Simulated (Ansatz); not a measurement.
## Strength of the B–C bond: C2H6BN → C2H3N + BH3

Species: C2H6BN `[BH3-]C#[N+]C`, singlet; C2H3N `[C-]#[N+]C`, singlet; BH3 (borane) `B`, singlet. 

Shapes, held fixed at every level: PBE0-D4/def2-TZVP. Programs: Ansatz 0.2.0. The zero-point and thermal change to 298 K, harmonic and unscaled (PBE0-D4/def2-TZVP), is -9.9 kJ/mol.

| level | kind | ΔH(298 K) (kJ/mol) | less CCSD(T)/CBS estimate | CPU time (sum over the molecules) |
| --- | --- | --- | --- | --- |
| B3LYP-D4/def2-TZVPP | global hybrid | +152.6 | +15.0 | 12 s |
| r2SCAN0-D4/def2-TZVPP | global hybrid | +170.0 | +32.4 | 15 s |
| wB97X-V/def2-TZVPP | range-separated hybrid | +144.5 | +6.9 | 24 s |
| B2PLYP/def2-TZVPP | double hybrid | +141.9 | +4.3 | 15 s |
| MP2/def2-TZVPP | perturbation theory | +145.8 | +8.2 | – |
| CCSD(T)/def2-SVP | coupled cluster or CI | +137.6 | 0.0 | 9.8 s |
| CCSD/def2-SVP | coupled cluster or CI | +130.9 | -6.7 | – |
| CCSD(T)/CBS estimate | coupled cluster or CI | +137.6 | 0.0 | 6.1 min |

The highest level, CCSD(T)/CBS estimate, gives ΔH(298 K) = +137.6 kJ/mol; the levels span +130.9 to +170.0. Both fragments are taken as closed shells, so no electrons are unpaired. The column of differences is taken from that level and isn't an error. No measured value is set beside it here. The CBS estimate extrapolates MP2 from def2-TZVPP and def2-QZVPP and adds CCSD(T) − MP2 in the triple-zeta set, cores frozen. Times are processor times on shared x86 and Arm servers, and rough.

Splitting the adduct into methyl isocyanide and borane costs +137.6 kJ/mol at the highest level, which marks a strong dative bond rather than a loose complex. The carbon lone pair of the isocyanide, high in energy and pointing away from nitrogen, donates into the empty p orbital of boron, and some back-donation from the B–H bonds into the C–N π* orbitals probably adds to it. Part of the gain is spent on bending planar borane into a pyramid, so the enthalpy understates the interaction between the fragments as they sit in the adduct.

All the density functionals and MP2 make the bond stronger than the reference does, r2SCAN0 most of all, whereas CCSD makes it weaker. In the same small basis, triples raise the enthalpy from +130.9 to +137.6 kJ/mol. That this last value equals the CBS estimate is no sign of basis-set convergence, and probably reflects cancelling superposition and incompleteness errors. Since free borane readily dimerises, the enthalpy doesn't give the cost of decomposition to diborane.
